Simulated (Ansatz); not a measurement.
# A small benchmark: atomisation enthalpy at 298 K

6 molecules with two or more fluorines; the atomisation enthalpy at 298 K in kJ/mol, computed less measured. Shapes, held fixed at every level: PBE0-D4/def2-TZVP. Flexible molecules stand in one conformer, not always the lowest. Thermal terms are harmonic and unscaled (PBE0-D4/def2-TZVP); the spin-orbit lowering of the free atoms is taken from their spectra. Programs: Ansatz 0.2.0. Measured values: Active Thermochemical Tables, CRC Handbook of Chemistry and Physics, NIST-JANAF tables.

Levels: A = BHLYP-D4/def2-TZVPP; B = wB97M-V/def2-TZVPP; C = B2PLYP/def2-TZVPP; D = CCSD/def2-TZVPP.

```csv
molecule,from tabulated heats,A,B,C,D
SF2 (SMILES FSF),732,-107,+9,-26,-89
S2F2 (SMILES FSSF),1049,-158,-1,-52,-159
SO2F2 (sulfuryl fluoride),1693,-227,-2,-50,-176
C2F3N (cyanotrifluoromethane),2640,-207,+15,-21,-177
C2H2F2 (SMILES C=C(F)F),2361,-105,+26,-4,-103
"C2Br2F4 (1,2-dibromotetrafluoroethane)",2764,-222,+23,-44,-178
```

Problem. Sum up the errors.

Solution. 
| level | kind | mean error | mean absolute error | worst case |
| --- | --- | --- | --- | --- |
| BHLYP-D4/def2-TZVPP | global hybrid | -171.0 | 171.0 | SO2F2 |
| wB97M-V/def2-TZVPP | range-separated hybrid | +11.7 | 12.7 | C2H2F2 |
| B2PLYP/def2-TZVPP | double hybrid | -32.8 | 32.8 | S2F2 |
| CCSD/def2-TZVPP | coupled cluster or CI | -147.0 | 147.0 | C2Br2F4 |

On this set wB97M-V/def2-TZVPP has the smallest mean absolute error and BHLYP-D4/def2-TZVPP the largest. BHLYP-D4/def2-TZVPP is too low in 6 of 6; wB97M-V/def2-TZVPP is too high in 4 of 6; B2PLYP/def2-TZVPP is too low in 6 of 6; CCSD/def2-TZVPP is too low in 6 of 6. The heats of SF2, SO2F2, C2F3N come from older tables and can be uncertain by 10 kJ/mol or more. The molecules' own spin-orbit binding is left out, so errors for heavy halides read too negative. Heats of the atoms come from ATcT where it has them. With so many references in doubt the order of the levels isn't settled. The tabulated values of S2F2, C2H2F2, C2Br2F4 are in doubt (older tables, estimates, or at odds with other calculations) and kept here. Over the 3 molecules whose values aren't doubted the mean absolute errors are A 180.3; B 8.7; C 32.3; D 147.3. For CCSD/def2-TZVPP the error tends to grow with the atomisation enthalpy. Correlated wave functions converge slowly with the basis. CCSD also lacks the triples, which bind further. Relativity is left out for Br. Outer-core shells of Br are correlated, in sets that cover them unevenly. The set is small.

The severe underbinding by BHLYP and CCSD far exceeds any plausible error in the firmer references, whereas the smaller gap between wB97M-V and B2PLYP is less secure. Forming bonds pairs electrons and brings fluorine lone pairs close together, so a molecule has more correlation energy to recover than its separated atoms, and whatever is missed appears as lost binding. In BHLYP the likely cause is the large share of exact exchange, which displaces semilocal exchange that would otherwise mimic part of the left-right correlation in the bonds.

Bond energy alone doesn't set the CCSD error: SO2F2 and C2F3N miss by nearly the same amount despite very different atomisation enthalpies, and C2H2F2 also departs from the suggested growth. Sulfur(VI), with its short, polar bonds, is probably especially demanding of tight polarisation functions. The close agreement of wB97M-V probably owes something to its fitting to thermochemical data, and doesn't show that it describes correlation better than coupled cluster does.
